Commensurate sections of superspace: how intensities and the space group depend on t0

This afternoon's question is what becomes of the superspace description of de Wolff, Janner and Janssen when the modulation wave vector is a rational fraction of a reciprocal lattice vector. A phase t0 that is unobservable in an incommensurate crystal then turns into a structural parameter. My example is thiourea, SC(NH2)2, in its ninefold phase with q = b*/9, which typically exists in a window of about 2 K just above the ferroelectric transition near 169 K.

Premises and conventions

First, a basic lattice a, b, c, primitive, with aᵢ·aⱼ* = δᵢⱼ, so that factors 2π appear in the exponents. Positions are fractional coordinates.

Second, atom μ in the cell L = (L1, L2, L3) sits at

x = L + x̄μ + uμ(x̄4),  x̄4 = t0 + q·(L + x̄μ),  (1)

with uμ of period 1. The constant t0 is the phase of the wave at the origin.

Third, kinematic scattering: each atom contributes fμ(S) exp(2πi S·x), with fμ the X-ray form factor or the neutron scattering length.

Fourth, q = (p/N) b* with p and N coprime. For a wave along c* exchange the roles of k and l throughout.

Step 1. The amplitude for any q

The factor exp[2πi S·uμ(x̄4)] has period 1 in x̄4, so it has a Fourier series, which I write with this sign:

exp[2πi S·uμ(x̄4)] = Σm gμ,m(S) exp(−2πi m x̄4),  gμ,m(S) = ∫₀¹ dx̄4 exp[2πi (S·uμ(x̄4) + m x̄4)].  (2)

Insert (1) and (2) into the sum over atoms and collect what depends on L:

A(S) = Σm exp(−2πi m t0) Σμ fμ gμ,m(S) exp[2πi (S − mq)·x̄μ] ΣL exp[2πi (S − mq)·L].  (3)

In a large crystal the last sum equals the number of cells when S − mq is a reciprocal lattice vector H = (h, k, l) and is negligible otherwise. So peaks lie at S = H + mq, and the term m contributes, per basic cell, exp(−2πi m t0) times

F(h, k, l, m) = Σμ fμ(S) exp(2πi H·x̄μ) gμ,m(S).  (4)

This is the superspace structure factor, and it contains no t0. For irrational q each peak fixes H and m uniquely, t0 enters as a pure phase, and the intensity |F|² is blind to it.

Step 2. Coincidence

For q = (p/N) b* the b* component of S is k + mp/N. Two index sets give the same S when k − k′ = (m′ − m)p/N. The left side is an integer, and p is coprime to N, so N divides m′ − m. Hence m′ = m + nN and k′ = k − np with integer n, and every such n works. All these terms of (3) satisfy the lattice condition at the same S, and they add as amplitudes:

F(S; t0) = Σn F(h, k − np, l, m + nN) exp[−2πi (m + nN) t0].  (5)

Question from the audience: Is the minus sign physical?

It follows from two conventions, x̄4 = t0 + q·x̄ and exp(+2πi S·x) in the structure factor. Reversing one of them reverses the sign. Also, t0 means something only once the origin of x̄4 in the functions uμ has been fixed.

Step 3. The integral becomes an N-point sum

In (4) substitute x̄4 = t + q·x̄μ, which is allowed atom by atom because the integrand has period 1. Then H·x̄μ + m x̄4 = S·x̄μ + m t, and

F(h, k, l, m) = ∫₀¹ dt Φ(S, t) exp(2πi m t),  Φ(S, t) = Σμ fμ(S) exp{2πi S·[x̄μ + uμ(t + q·x̄μ)]}.  (6)

Φ is the structure factor of one basic cell whose phase is t. It depends on S alone, so it is the same function for all terms of (5). Therefore

F(S; t0) = ∫₀¹ dt Φ(S, t) exp[2πi m (t − t0)] Σn exp[2πi nN (t − t0)].

The sum over n is the Fourier series of a comb of period 1/N, namely (1/N) Σj δ(t − t0 − j/N). One period of t holds N teeth, so

F(S; t0) = (1/N) Σ(j = 0 … N−1) exp(2πi m j/N) Φ(S, t0 + j/N).  (7)

This is nothing but the ordinary structure factor of the supercell a, Nb, c divided by N. The cell L2 has phase t0 + pL2/N and position factor exp(2πi S·L) = exp(2πi m pL2/N). As L2 runs through 0 … N−1, the residue j of pL2 modulo N takes each value once, because p and N are coprime, and the sum over cells is (7) in another order.

Step 4. Only t0 modulo 1/N matters

Replace t0 by t0 + 1/N in (5). Each term gains exp[−2πi (m + nN)/N] = exp(−2πi m/N), which is common to all n:

F(S; t0 + 1/N) = exp(−2πi m/N) F(S; t0).  (8)

That phase is an origin shift. Coprimality gives an integer L2 with pL2 ≡ 1 modulo N. By (1), the structure with t0 + pL2/N is the structure with t0 displaced by −L2 b, which multiplies F by exp(−2πi S·L) = exp(−2πi m/N). The two sections are the same crystal. Writing Fn for the n-th factor in (5), the intensity is

|F(S; t0)|² = Σn |Fn|² + Σ(n ≠ n′) Fn Fn′* exp[−2πi (n − n′) N t0].  (9)

It has period 1/N, its average over t0 is the incoherent sum, and the t0 dependence lives entirely in the cross terms.

Question: Then for a weak modulation one cannot see t0?

Hardly. The overlapping orders differ by N. For a harmonic wave of small amplitude u the factor gμ,m scales as the |m|-th power of S·u, so the cross term of orders m and m − N, with 0 ≤ m ≤ N, scales as the N-th power. Relative to the intensity it is largest where the orders are nearly equal in size, for N = 9 the pairs 4 and −5, or 5 and −4.

Step 5. The space group of a section

In superspace an atom is the string with coordinates (x1, x2, x3) = L + x̄μ + uμ(x̄4) and x4 = x̄4 + q·uμ(x̄4), repeated with period 1 in all four coordinates. On it x4 − q·x = x̄4 − q·(L + x̄μ), so by (1) the crystal is the section t = t0 of the coordinate t = x4 − q·x. A superspace operation acts as x → Rx + v, x4 → εx4 + δ, with q·Rx = ε q·x and ε = ±1; this form suffices when R maps q onto ±q exactly, as it does here. Then

t′ = εx4 + δ − q·(Rx + v) = εt + δ − q·v.  (10)

Every operation carries whole sections onto whole sections. If t′ = t0 for t = t0, it maps the atoms of our crystal onto atoms of the same kind in our crystal, and {R|v} is a symmetry operation in three dimensions. We may add any superspace lattice translation, integers L to v and L4 to δ, which changes t′ by L4 − pL2/N, any multiple of 1/N. The condition on a coset representative is thus

(1 − ε) t0 ≡ δ − q·v  modulo 1/N.  (11)

The operations that fix t0 form a subgroup. Its pure translations have L4 = pL2/N, so L2 is a multiple of N, which is the supercell. For ε = +1 the condition does not involve t0: the operation survives in all sections or in none. For ε = −1 it fixes 2t0 modulo 1/N, so the operation survives at two special sections per interval 1/N.

Question: You showed that these operations are symmetries. Are there no others?

An operation that sends t0 to an inequivalent t′ maps our crystal onto a different sampling of the functions uμ. That equals our crystal only if the functions take special values at the sampled points, as when they vanish. So the subgroup is always contained in the space group, and equals it for functions with no constraint beyond the superspace group.

Step 6. Thiourea

I assume the usual description: basic structure Pnma, superspace group Pnma(0β0)s00, with the origin on an inversion centre at x4 = 0. The generators are n with δ = 1/2, a with δ = 0, and the inversion; the other representatives are their products reduced by lattice translations. With β = 1/9 the last column is δ − v2/9.

operation | image of (x1, x2, x3, x4) | ε | δ − q·v
1 | x1, x2, x3, x4 | +1 | 0
n ⊥ a | −x1+1/2, x2+1/2, x3+1/2, x4+1/2 | +1 | 4/9
a ⊥ c | x1+1/2, x2, −x3+1/2, x4 | +1 | 0
2₁ ∥ b | −x1, x2+1/2, −x3, x4+1/2 | +1 | 4/9
inversion | −x1, −x2, −x3, −x4 | −1 | 0
m ⊥ b | x1, −x2+1/2, x3, −x4+1/2 | −1 | 4/9
2₁ ∥ a | x1+1/2, −x2+1/2, −x3+1/2, −x4+1/2 | −1 | 4/9
2₁ ∥ c | −x1+1/2, −x2, x3+1/2, −x4 | −1 | 0

Here 4/9 = 1/2 − 1/18, and every entry is a multiple of 1/9. The four operations with ε = +1 therefore survive for any t0. For n and 2₁ ∥ b add four cells along b: v2 = 9/2 gives δ − v2/9 = 0, and 9/2 is half the supercell, so they remain an n glide and a 2₁ screw. The general section has space group Pn2₁a, polar along b. The four operations with ε = −1 all require 2t0 ≡ 0 modulo 1/9. At t0 = 0 and t0 = 1/18, modulo 1/9, all eight survive and the group is Pnma in the cell a, 9b, c. Since t0 and −t0 are related by inversion, the distinct structures lie in 0 ≤ t0 ≤ 1/18.

The absences confirm this. The n glide allows (0, k, l, m) only for k + l + m even. Going from one coincident reflection to the next changes k by −1 and m by +9, so the sum by 8, and parity is kept: forbidden reflections overlap only forbidden ones.

Question: What if N were even?

For β = 1/8 the entries 4/9 become 1/2 − 1/16 = 7/16, which is no multiple of 1/8. The n glide and 2₁ ∥ b are lost everywhere, and the parity argument fails because the sum changes by 7. The general section has P11a. At t0 ≡ 0 modulo 1/16 the inversion and 2₁ ∥ c survive, giving P112₁/a. For m and 2₁ ∥ a we need 2t0 ≡ 7/16 modulo 1/8, that is t0 ≡ 1/32 modulo 1/16, giving P2₁ma, polar along a.

Question: Are t0 = 0 and t0 = 1/18 the same structure, since both are Pnma?

No. By (10) and the table the group sends t0 only to ±t0 plus multiples of 1/9, so it never connects them. Because 1/18 + 4/9 = 1/2, the section 1/18 equals the section 0 with all odd harmonics reversed in sign. Look at the sulfur atoms at ȳ = 1/4 + j, whose phase angle 2πx̄4 is (10 + 40j)° for t0 = 0 and (30 + 40j)° for t0 = 1/18. For t0 = 0 the mirror needs v2 = 9/2 and lies at y = 9/4, through the atom j = 2 at 90°. For t0 = 1/18 it needs v2 = 7/2 and lies at y = 7/4 and, half a supercell on, at y = 25/4, through the atom j = 6 at 270°. At fixed modulation functions the energy must be even in t0 with period 1/9, so its leading t0 dependence is B cos(18π t0), and the sign of B selects one of the two sections.

Numerical illustration

I keep only sulfur, on the mirror at (x0, 1/4, z0). Inputs: typical cell edges near 170 K, a = 0.754 nm and b = 0.854 nm, so the supercell is 7.69 nm long; a typical x0 = −0.007; and an assumed harmonic displacement along a of amplitude U = 0.12 in units of a, which is 0.090 nm, chosen to be of the size typical of this phase, about 0.1 nm.

Symmetry relates modulation functions by u′(εx̄4 + δ) = R u(x̄4). The mirror maps the atom onto itself, so ux(1/2 − x̄4) = ux(x̄4), and the first harmonic is ux = U sin 2πx̄4. The a glide keeps ux and x̄4. The inversion gives u′x(x̄4) = −U sin(−2πx̄4), the same function. So all four sulfur atoms carry U sin 2πx̄4 along a. I set uy = 0, and for l = 0 neither z0 nor uz enters.

The Jacobi–Anger expansion exp(iζ sin θ) = Σr Jr(ζ) exp(irθ) in (2) selects r = −m, so gm = J₋m(ζ) with ζ = 2πhU and J₋m = (−1)^m Jm. The atoms at ±(x0, 1/4) and ±(x0 + 1/2, 1/4) give, for h even and l = 0,

F(h, k, 0, m) = 4f cos(φ + πk/2) J₋m(ζ),  φ = 2πh x0.  (12)

Take h = 6. Then ζ = 4.524, φ = −0.2639, cos φ = 0.9654 and sin φ = −0.2608. The reflection S = (6, 5/9, 0) has |S| = 7.98 nm⁻¹, which is 2θ = 33° for a typical Mo Kα wavelength of 0.0711 nm. With J4 = 0.3511 and J5 = 0.1979, in units of 4f:

(6, 0, 0, 5): −cos φ J5 = −0.1910
(6, 1, 0, −4): −sin φ J4 = 0.0916

The next term, (6, 2, 0, −13), has magnitude 4 × 10⁻⁶ and is dropped. Equation (5) becomes

F/4f = exp(−10πi t0) [−0.1910 + 0.0916 exp(18πi t0)].

The bracket is −0.0994 at t0 = 0 and −0.2826 at t0 = 1/18. The intensities |F/4f|² are 0.0099 and 0.0799, a ratio of 8.1. Midway, at t0 = 1/36, the cross term vanishes and the value is 0.0449, the incoherent sum. The nine-point sum (7) gives the same numbers.

Compare the first-order satellite S = (6, 1/9, 0). With J1 = −0.2374, J8 = 0.00946 and J10 = 0.00060 the terms (6, 0, 0, 1), (6, 1, 0, −8) and (6, −1, 0, 10) are 0.2292, 0.00247 and −0.00016. The last two change sign between the special sections, so apart from the common phase the amplitudes are 0.2315 and 0.2269, the intensities 0.0536 and 0.0515, and the ratio only 1.04. The information on t0 sits in the fourth- and fifth-order satellites at high h.

Question: Would I observe that factor of eight in thiourea?

It is the model's number and not the crystal's. At this |S| typical form factors are about 8 for S, 2 for C and 2.4 for N, so one C and two N together scatter with 6.8, as strongly as the sulfur, with their own phases and their own modulation. The wave is also anharmonic near lock-in. An assumed third harmonic of 0.01 a has Bessel argument 0.377 and feeds the fifth order through J1(0.377) J2(ζ) = 0.185 × 0.210 = 0.039, about a fifth of J5. The second term is further proportional to sin φ and hence sensitive to x0. These omissions can move the ratio by a large factor in either direction. What they cannot change is the form of (9): period 1/9 and, for real f, evenness in t0.

Question: If only nine points are sampled, are the functions uμ determined at all?

Only at those points, so the separate Fn are not observable; their sum (5) is. Put s = x̄4 − 1/4 for sulfur, where ux is a series in cos 2πrs. At the sampled points 9s = 9t0 plus an integer, so cos 2π(9 − r)s = cos 18πt0 cos 2πrs + sin 18πt0 sin 2πrs. At the special sections the harmonics r and 9 − r are indistinguishable up to sign, and r = 0 … 4 exhaust the five free x coordinates. At general t0 the harmonics r = 0 … 8 are independent and match nine. Superspace saves parameters only if the series can be cut earlier.

Range of validity

Equations (5) to (9) hold for kinematic scattering from one coherent domain, with one wave vector q = (p/N) b*, p and N coprime and the basic lattice primitive. Modulated occupancies and thermal factors enter through Φ and change nothing else. A centred lattice adds translations and may shorten the period of t0, and operations that map q onto ±q plus a reciprocal lattice vector add a term to the x4 transformation; the rule that the section be left invariant stands in both cases. If q departs from p/N by η b*, the terms of (5) separate by Nη b*, while a domain of M cells gives peaks of width about b*/M, so they interfere only if MN|η| ≪ 1, which says that the local t0 drifts by much less than 1/N across the domain. Strong multiple scattering, usual for electrons, invalidates the intensity formulas but not the symmetry condition (11), which gives the space group exactly for unconstrained modulation functions and a subgroup of it otherwise.